## Appendix. Mean inner potential from the second moment of charge

The mean inner potential $V_0$ of a film is the volume average of the electrostatic potential in its interior, measured from the potential in the vacuum just outside a face. It is shown below that

$$V_0=-\frac{Q_{zz}}{2\varepsilon_0}-\frac{D}{\varepsilon_0},$$

where $Q_{zz}$ is the density of second moments of the neutral units that make up the film and $D$ is the dipole moment per area carried by the units at the face. Only the sum is fixed by the charge density. The split between the two terms depends on how the units are chosen.

### A.1 Premises and conventions

Formulas are in SI form, numbers in volts and ångströms, and $e>0$ is the elementary charge. The film is normal to $z$, and the reference face looks towards $+z$.

1. The charge density of nuclei and electrons is static (a thermal or quantum average) and obeys $\nabla^2\phi=-\rho/\varepsilon_0$. No external field is applied.
2. The lateral area $A$ is large, $\sqrt A\gg t$, with $t$ the thickness.
3. All the charge is divided among units $u$. Unit $u$ has a chosen centre at height $Z_u$ and charges $q_i$ at positions $\mathbf r_i$ relative to that centre, with $z$ components $\zeta_i$. For a continuous density the sums over $i$ are integrals.
4. Each unit is neutral, $\sum_iq_i=0$, and localised within a microscopic range $\ell\ll t$.
5. The interior is homogeneous, with $n$ units per volume: statistically so in an amorphous film, after averaging over one period along $z$ in a crystal. Angle brackets denote the mean over interior units.
6. The interior has no dipole density along the normal, $\langle p\rangle=0$. Single units may be polar.

The moments of a unit along the normal and the second-moment density are

$$p_u=\sum_iq_i\zeta_i,\qquad M_u=\sum_iq_i\zeta_i^2,\qquad Q_{jk}=n\Big\langle\sum_iq_i\,r_{i,j}\,r_{i,k}\Big\rangle,\tag{A1}$$

so that $Q_{zz}=n\langle M\rangle$. This $Q_{jk}$ keeps its trace and has no factor $1/2$. Its dimension is charge per length.

### A.2 Reduction to one dimension

Average Poisson's equation over the area $A$ at fixed $z$. The $x$ and $y$ derivatives integrate to a flux through the rim, which after division by $A$ scales as perimeter over area and vanishes by premise 2. The $1/r$ singularities at the nuclei are integrable over the volume. With a bar for the lateral average,

$$\bar\phi''(z)=-\bar\rho(z)/\varepsilon_0 .\tag{A2}$$

Since $d^2|z|/dz^2=2\delta(z)$, a charge $q$ at height $z'$, which contributes $q\,\delta(z-z')/A$ to $\bar\rho$, gives $-q|z-z'|/(2\varepsilon_0A)$. One unit therefore gives, with $\zeta=z-Z_u$,

$$\phi_u(\zeta)=-\frac{1}{2\varepsilon_0A}\sum_iq_i\,|\zeta-\zeta_i| .\tag{A3}$$

The sum of (A3) over all units solves (A2). A term linear in $z$ is excluded by the absence of an external field, and an additive constant drops out of $V_0$.

### A.3 The potential of one unit

Above all charges of the unit $|\zeta-\zeta_i|=\zeta-\zeta_i$, and neutrality gives $\sum_iq_i(\zeta-\zeta_i)=-p_u$. Below them the sign is reversed. Hence $\phi_u=\pm p_u/(2\varepsilon_0A)$ above and below the unit. Separate this step, placed at the centre, from the rest:

$$\phi_u(\zeta)=\frac{p_u}{2\varepsilon_0A}\,\mathrm{sgn}\,\zeta+w_u(\zeta).\tag{A4}$$

By construction $w_u$ vanishes for $|\zeta|>\ell$. Its integral follows from

$$\int_{-L}^{L}|\zeta-\zeta_i|\,d\zeta=\tfrac12(L+\zeta_i)^2+\tfrac12(L-\zeta_i)^2=L^2+\zeta_i^2\qquad(L>|\zeta_i|).$$

The $L^2$ term cancels by neutrality, and the sign function is odd and integrates to zero over $(-L,L)$. Therefore

$$\int w_u\,d\zeta=-\frac{M_u}{2\varepsilon_0A}.\tag{A5}$$

No expansion has been made. Third and higher moments shape $w_u$ but do not enter its integral.

### A.4 Sum over units

Take $z$ in the interior, farther than $\ell$ from both surface regions.

*Localised parts.* Only units with $|z-Z_u|<\ell$ contribute, and these are interior units. There are $nA\,dZ$ of them in $dZ$, with internal states distributed independently of $Z$ (premise 5). Their mean contribution is

$$\int nA\,\langle w(z-Z)\rangle\,dZ=-\frac{n\langle M\rangle}{2\varepsilon_0}=-\frac{Q_{zz}}{2\varepsilon_0}.$$

In the vacuum above the film these parts vanish.

*Steps.* In the vacuum above the film every sign function equals $+1$. At height $z$ it equals $+1$ for units below $z$ and $-1$ for units above. The difference between interior and vacuum is $-D/\varepsilon_0$, with

$$D=\frac1A\sum_{Z_u>z}p_u .\tag{A6}$$

By premise 6 interior layers add nothing to $D$ on average, so $D$ does not depend on $z$ and comes from the surface region, where the mean dipole need not vanish. It is positive when the dipoles point into the vacuum. Interior dipoles of rms size $p_{\rm rms}$ with short-ranged correlations leave a fluctuation of order $p_{\rm rms}\sqrt{nt/A}$, which vanishes for large $A$.

Adding the two parts,

$$V_0=-\frac{Q_{zz}}{2\varepsilon_0}-\frac{D}{\varepsilon_0}.\tag{A7}$$

If the units carry no dipole density anywhere, the surface region included, then $D=0$ and

$$V_0=-\frac{Q_{zz}}{2\varepsilon_0}.\tag{A8}$$

The condition at the surface is essential: premise 6 alone gives (A7), not (A8).

*Isotropic interior.* If $Q_{jk}\propto\delta_{jk}$, as in an isotropic glass or a cubic crystal with units that respect the symmetry, then $Q_{zz}$ is a third of the trace, and since $r_i^2=x_i^2+y_i^2+\zeta_i^2$,

$$V_0=-\frac{n}{6\varepsilon_0}\Big\langle\sum_iq_ir_i^2\Big\rangle .\tag{A9}$$

For neutral atoms centred on point nuclei only the electrons contribute. With $S=\sum\langle r^2\rangle$ summed over the electrons of one atom,

$$V_0=\frac{neS}{6\varepsilon_0}>0 .\tag{A10}$$

The interior is positive and attracts an electron, whose mean potential energy is $-eV_0$. For several species $nS$ becomes $\sum_an_aS_a$. An estimate of this type goes back to Bethe (1928).

*Integrated potential.* If every unit has $p_u=0$, summing (A5) over all $N$ units gives $\int\bar\phi\,dz=-N\langle M\rangle/(2\varepsilon_0A)=V_0t$ with $t=N/(nA)$, provided surface units have the interior mean of $M$. The projected potential then depends only on the number of units per area, whatever the roughness of the faces.

### A.5 Two equivalent readings

*Macroscopic form.* Let $P(z)$ and $Q_{zz}(z)$ be the local densities of $p_u$ and $M_u$. Expanding $\delta(z-Z_u-\zeta_i)$ in powers of $\zeta_i$ gives $\bar\rho=-P'+\tfrac12Q_{zz}''-\dots$, so the effective polarisation is $P-\tfrac12Q_{zz}'+\dots$ Integrated from the interior to the vacuum, where $Q_{zz}=0$, it gives a dipole per area $D+\tfrac12Q_{zz}$. The higher terms are derivatives of quantities that are constant at both ends and give nothing. A dipole layer $D_{\rm tot}$ raises the vacuum above the interior by $D_{\rm tot}/\varepsilon_0$, which reproduces (A7). The bulk quantity $Q_{zz}/2$ thus acts as a dipole layer at the place where the units end. For atoms it is the electron tails that reach beyond the last nuclei.

*Three-dimensional form.* Let $\varphi(\mathbf r)$ be the potential of one spherical neutral unit with exponentially decaying density $\rho_u$. It decays exponentially too, so Green's second identity has no boundary term, and $\nabla^2r^2=6$ gives

$$6\int\varphi\,d^3r=\int r^2\nabla^2\varphi\,d^3r=-\frac1{\varepsilon_0}\int r^2\rho_u\,d^3r .\tag{A11}$$

Superposing $n$ units per volume gives $V_0=n\int\varphi\,d^3r$, which is (A9), now for a body of any shape. As a test, the hydrogen atom has $\varphi=(e/4\pi\varepsilon_0)(1/r+1/a_0)e^{-2r/a_0}$, whose volume integral is $ea_0^2/(2\varepsilon_0)$, equal to $eS/(6\varepsilon_0)$ with $S=3a_0^2$. The trace of the second moment produces no field outside a unit and yet fixes $V_0$. A traceless part produces a potential falling as $r^{-3}$, whose volume integral converges only conditionally. The film geometry fixes the order of integration (plane first) and selects $Q_{zz}$, so that in an anisotropic solid the term $-Q_{jk}\nu_j\nu_k/(2\varepsilon_0)$ varies with the face normal $\boldsymbol\nu$.

The first Born amplitude for forward scattering of an electron, with the rest mass $m$, is $f(0)=(me/2\pi\hbar^2)\int\varphi\,d^3r$. With (A11) and $a_0=4\pi\varepsilon_0\hbar^2/(me^2)$,

$$f(0)=\frac{S}{3a_0},\qquad V_0=\frac{2\pi\hbar^2}{me}\,nf(0),\qquad\frac{2\pi\hbar^2}{me}=47.88\ \text{V Å}^2 .\tag{A12}$$

### A.6 Dependence on the choice of unit

The left side of (A7) is defined by $\rho$ alone. Any two partitions of the same charge that obey premises 3 to 6 therefore satisfy

$$\Delta D=-\tfrac12\,\Delta Q_{zz}.\tag{A13}$$

Three cases show the mechanism.

*Moving the centres.* Let $Z_u\to Z_u+s_u$, so $\zeta_i\to\zeta_i-s_u$. Neutrality leaves $p_u$ unchanged and gives $M_u\to M_u-2s_up_u$, hence $\Delta Q_{zz}=-2n\langle sp\rangle$. In (A6), units with $s>0$ and centres within $s$ below the plane $z$ join the sum, and units with $s<0$ and centres within $|s|$ above it leave. Both change $D$ by $nsp$ on average, so $\Delta D=n\langle sp\rangle$, as (A13) requires. For units without a dipole $M_u$ is independent of the centre. Rigid vibration of such units leaves $V_0$ unchanged at fixed $n$.

*Regrouping planes.* Take planes of charge per area $+\sigma$ and $-\sigma$ alternating at spacing $d$, ending in a plane $-\sigma/2$ at $z=0$. Units $(-\tfrac12,+1,-\tfrac12)\sigma$ centred on the positive planes repeat every $2d$ and use up all charge, with $D=0$ and $Q_{zz}=2(-\sigma/2)d^2/(2d)=-\sigma d/2$. Then $V_0=\sigma d/(4\varepsilon_0)$. Units $(+\tfrac12,-1,+\tfrac12)\sigma$ centred on the negative planes have $Q_{zz}=+\sigma d/2$, and leave over $+\sigma/2$ at $z=-d$ and $-\sigma/2$ at $z=0$, a neutral surface unit with $D=-\sigma d/2$. Equation (A7) gives $-\sigma d/(4\varepsilon_0)+\sigma d/(2\varepsilon_0)=\sigma d/(4\varepsilon_0)$ again. Equation (A8) applied to the second unit gives $-\sigma d/(4\varepsilon_0)$, which is the correct value for another crystal, the one that ends in a plane $+\sigma/2$. The same bulk thus admits either sign of $V_0$.

*Exchanging charge across bonds.* This case applies to a covalent network. Atoms A and B are joined by a bond of length $b$ at angle $\theta$ to $z$, with B at height $b\cos\theta$ above A. A parcel of charge $-\delta e$ belonging to A lies on the bond at distance $x>b/2$ from A, and its mirror image belongs to B. Exchange the ownership. Both atoms stay neutral, and each parcel is now at distance $b-x$ from its owner. The second moments of the pair change by

$$2(-\delta e)\big[(b-x)^2-x^2\big]\cos^2\theta=2\delta e\,b(2x-b)\cos^2\theta ,$$

and the dipoles by $\Delta p_A=-\Delta p_B=\delta e(2x-b)\cos\theta$. In (A6) bonds lying wholly above the plane cancel, and a bond that crosses it contributes through its upper atom $-\delta e(2x-b)|\cos\theta|$. With $n_b$ bonds per volume, each crossing planes over a height interval $b|\cos\theta|$, and $\langle\cos^2\theta\rangle=1/3$,

$$\Delta Q_{zz}=\tfrac23n_b\,\delta e\,b(2x-b),\qquad\Delta D=-\tfrac13n_b\,\delta e\,b(2x-b).\tag{A14}$$

These satisfy (A13). The new dipoles average out on interior atoms and survive on surface atoms, whose bonds point mostly inwards. Parcels spread symmetrically about the bond axis give the same result with $x$ their mean coordinate along the bond.

It follows that $V_0$ is not a bulk property. Equation (A8) with a given unit describes the particular surface obtained by stacking those units, undistorted, up to the vacuum.

### A.7 Range of validity

- Equation (A7) is exact within premises 1 to 6. It holds for insulating and conducting films alike, since only the static charge density enters.
- Equations (A8) to (A10) need $D=0$ in addition. Relaxation, reconstruction and adsorbates at the face break this condition, and their effect is $-D/\varepsilon_0$.
- Equation (A9) needs an isotropic $Q_{jk}$. In a textured film with non-spherical units (A8) must be used.
- Charged units, such as ions or atoms after charge transfer, must first be grouped or split into neutral ones. A net charge on the film or a space-charge layer extending through it violates premises 4 to 6. With $\langle p\rangle\neq0$ the interior has a field and no single $V_0$.
- The reference is the vacuum at distances large against $\ell$ and small against $\sqrt A$. Two faces with different $D$ have different vacuum levels, and the mismatch is closed by a stray field on the scale $\sqrt A$.
- A film thinner than a few $\ell$ has no interior. Then only $\int\bar\phi\,dz$ is meaningful.
- $V_0$ is purely electrostatic. It is the quantity relevant to fast electrons. Slow electrons also feel exchange and correlation with the electrons of the film, which are not included.
- The weight $r^2$ emphasises the valence tail, which bonding changes most. Free-atom values of $S$ in (A10) are a model assumption, separate from the theorem.

### A.8 Illustration: an amorphous carbon film

Amorphous carbon serves as support film and phase plate in electron microscopy and as hard mask in chip patterning. The model is a hydrogen-free isotropic film of superposed spherical neutral atoms with $D=0$. The inputs are a typical density of 2.0 g cm$^{-3}$, the molar mass 12.011 g mol$^{-1}$, and orbitals $r^{k-1}e^{-\xi r/a_0}$ with exponents from the screening rules of Slater (1930): $\xi_1=6-0.30=5.7$ for the two $k=1$ electrons and $\xi_2=(6-3\times0.35-2\times0.85)/2=1.625$ for the four $k=2$ electrons. The 2s and 2p orbitals share one radial function, so hybridisation does not change $S$ in this model.

From $\int_0^\infty r^je^{-\beta r}dr=j!/\beta^{j+1}$,

$$\langle r^2\rangle_k=\frac{(2k+1)(2k+2)}{4\xi_k^2}\,a_0^2 ,$$

which is 0.0259 Å$^2$ for $k=1$ and 0.795 Å$^2$ for $k=2$. Then $S=3.23$ Å$^2$, of which the core supplies 1.6 %, and $f(0)=2.0$ Å. The atomic density is $n=0.1003$ Å$^{-3}$, so $Q_{zz}=-neS/3=-0.108\ e$ Å$^{-1}$. With $e/\varepsilon_0=180.95$ V Å, (A8) gives

$$V_0=9.8\ \text{V},$$

or 4.9 V per g cm$^{-3}$ of density.

The terms left out have the following sizes.

*Valence radius.* $S$ scales as $\xi^{-2}$ shell by shell. Raising $\xi_2$ by 5 %, a measure of the latitude in a single-exponent orbital and of contraction on bonding, changes $V_0$ by $-0.9$ V.

*Surface dipole.* With $n^{2/3}=0.216$ Å$^{-2}$ atoms per area at the face, a shift of 1 V needs a normal dipole of only $0.026\ e$ Å, or 0.12 debye, per surface atom. An outward dipole lowers $V_0$.

*Choice of unit.* Take three bonds per atom, $n_b=3n/2$, and an approximate bond length $b=1.45$ Å. A sphere of radius $r>b/2$ about an atom has the fraction $(1-b/2r)/2$ of its area beyond the plane bisecting a bond. Integrating this over the $k=2$ radial distribution puts 0.30 valence electrons of each atom beyond each such plane, so ownership is far from unique. Exchanging an illustrative $\delta=0.1$ at mean $x=3b/4$ gives, by (A14), $\Delta Q_{zz}=+0.0105\ e$ Å$^{-1}$ and $\Delta D=-0.0053\ e$ Å$^{-1}$. The second-moment term falls by 0.95 V and the dipole term rises by the same amount, so $V_0$ is unchanged. Had the more compact units been stacked with $D=0$, the same interior charge would give 8.8 V, for a different surface.

The observable in electron holography is the phase. An electron of kinetic energy $T$ has $\hbar c\kappa=\sqrt{T(T+2mc^2)}$ for its wave number $\kappa$. Inside the film $T\to T+eV_0$, and to first order in $eV_0/T$, neglecting diffraction and absorption, the phase advances by $C_EV_0t$ with

$$C_E=e\frac{d\kappa}{dT}=\frac{e\,(T+mc^2)}{\hbar c\sqrt{T(T+2mc^2)}} .$$

At $T=200$ keV, $C_E=7.29\times10^{-3}$ rad V$^{-1}$ nm$^{-1}$, and a film with $t=20$ nm shifts the phase by 1.4 rad. The values 9.8 V and 1.4 rad are the model's. Each of the three estimates above is about a tenth of $V_0$, so for an actual film the second digit depends on the valence density and on the state of the faces.